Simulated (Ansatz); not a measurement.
## Ligand exchange: GaH(SH)2 + SiH2(SH)2 → Ga(SH)3 + SiH3(SH)

Gas-phase species: GaH(SH)2, singlet; SiH2(SH)2, singlet; Ga(SH)3, singlet; SiH3(SH), singlet. The partners trade H for SH: Ga–H and Si–SH bonds give way to Ga–SH and Si–H.

Shapes, held fixed at every level: PBE0-D4/def2-TZVP. Flexible molecules stand in one conformer, not always the lowest. Programs: Ansatz 0.2.0. The zero-point and thermal change to 298 K, harmonic and unscaled (PBE0-D4/def2-TZVP), is +1.9 kJ/mol.

```
                level                    kind  ΔH(298 K) (kJ/mol)  less CCSD(T)/def2-TZVPP  CPU time (sum over the molecules)
     SPW92/def2-TZVPP                     LDA               -17.1                    +12.5                               12 s
 r2SCAN-D4/def2-TZVPP                meta-GGA               -23.6                     +6.0                               34 s
  BHLYP-D4/def2-TZVPP           global hybrid               -29.0                     +0.6                               28 s
r2SCAN0-D4/def2-TZVPP           global hybrid               -24.7                     +4.9                               40 s
   wB97X-V/def2-TZVPP  range-separated hybrid               -24.1                     +5.5                               59 s
    B2PLYP/def2-TZVPP           double hybrid               -27.5                     +2.1                               42 s
         MP2/def2-SVP     perturbation theory               -37.8                     -8.2                                  –
   CCSD(T)/def2-TZVPP   coupled cluster or CI               -29.6                      0.0                                  –
```

The highest level, CCSD(T)/def2-TZVPP, gives ΔH(298 K) = -29.6 kJ/mol; the levels span -37.8 to -17.1. The column of differences is taken from that level and isn't an error. No measured value is set beside it here. Relativity is left out for Ga. Outer-core shells of Ga are correlated, in sets that cover them unevenly. Times are processor times on shared x86 and Arm servers, and rough.

Every level makes the exchange exothermic, so in these isolated monomers the pairing of Ga–SH with Si–H is favoured over Ga–H with Si–SH. The thermal term of +1.9 kJ/mol slightly opposes the exchange, which places the driving force in the electronic energy. Three-coordinate gallium has a formally empty 4p orbital that can accept sulfur lone-pair density, whereas four-coordinate silicon offers only Si–X σ* orbitals. This π donation probably adds to the advantage of exchanging a relatively weak Ga–H bond for a stronger Si–H bond, although the reaction enthalpy alone can't separate the two contributions.

The sign is therefore secure across the methods, but the magnitude is less so, with LDA giving the weakest driving force and MP2 the strongest. The MP2 offset can't be assigned to its treatment of correlation alone, because its basis is also smaller. The preference needn't carry over to condensed phases, where hydride or thiolate bridges can fill gallium's vacant orbital and change the balance.
